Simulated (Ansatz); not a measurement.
# Redistribution: C2H2FI + C2H2F4 → C2H3I + C2HF5

Gas-phase species: C2H2FI `F/C=C/I`, singlet; C2H2F4 (1,1,2,2-tetrafluoroethane) `FC(F)C(F)F`, singlet; C2H3I (vinyl iodide) `C=CI`, singlet; C2HF5 (pentafluoroethane) `FC(F)C(F)(F)F`, singlet. The partners trade F for H; both sit on C, so the bond types are kept.

Shapes, held fixed at every level: PBE0-D4/def2-TZVP. Flexible molecules stand in one conformer, not always the lowest. Programs: Ansatz 0.2.0. The zero-point and thermal change to 298 K, harmonic and unscaled (PBE0-D4/def2-TZVP), is -2.9 kJ/mol.

| level | kind | ΔH(298 K) (kJ/mol) | less CCSD(T)/def2-TZVPP |
| --- | --- | --- | --- |
| HF/def2-SVP | Hartree–Fock | -66.4 | -9.9 |
| HF/def2-TZVPP | Hartree–Fock | -58.6 | -2.1 |
| B3LYP-D4/def2-TZVPP | global hybrid | -48.3 | +8.2 |
| PBE0-D4/def2-TZVPP | global hybrid | -52.5 | +4.0 |
| wB97X-V/def2-TZVPP | range-separated hybrid | -52.7 | +3.8 |
| B2PLYP/def2-TZVPP | double hybrid | -51.5 | +5.0 |
| CCSD/def2-SVP | coupled cluster or CI | -67.8 | -11.3 |
| CCSD(T)/def2-TZVPP | coupled cluster or CI | -56.5 | 0.0 |

The highest level, CCSD(T)/def2-TZVPP, gives ΔH(298 K) = -56.5 kJ/mol; the levels span -67.8 to -48.3. The column of differences is taken from that level and isn't an error. No measured value is set beside it here. For atoms past krypton def2 sets carry core potentials with scalar relativity. Outer-core shells of I are correlated, in sets that cover them unevenly.

Every level makes the exchange exothermic, so the preference for placing the fluorine in pentafluoroethane is secure in sign, though less so in size. The main driving force is probably geminal stabilisation: the transfer turns a CHF2 group into CF3, where fluorine lone pairs donate into neighbouring C–F antibonding orbitals and the strongly positive carbon attracts all three fluorines. This evidently outweighs the loss of lone-pair donation into the vinyl π system and the added repulsion between fluorines on adjacent carbons.

Hartree–Fock in the larger basis lies only 2.1 kJ/mol from CCSD(T), as might be expected when bond types are kept and much of the correlation energy cancels. Enlarging the basis makes the Hartree–Fock value less exothermic by a similar amount to the gap between the two coupled-cluster rows, which suggests that this gap reflects basis incompleteness more than the missing triples. The total enthalpy alone can't separate the gain at the CF3 carbon from any change due to removing fluorine from the carbon next to C–I.
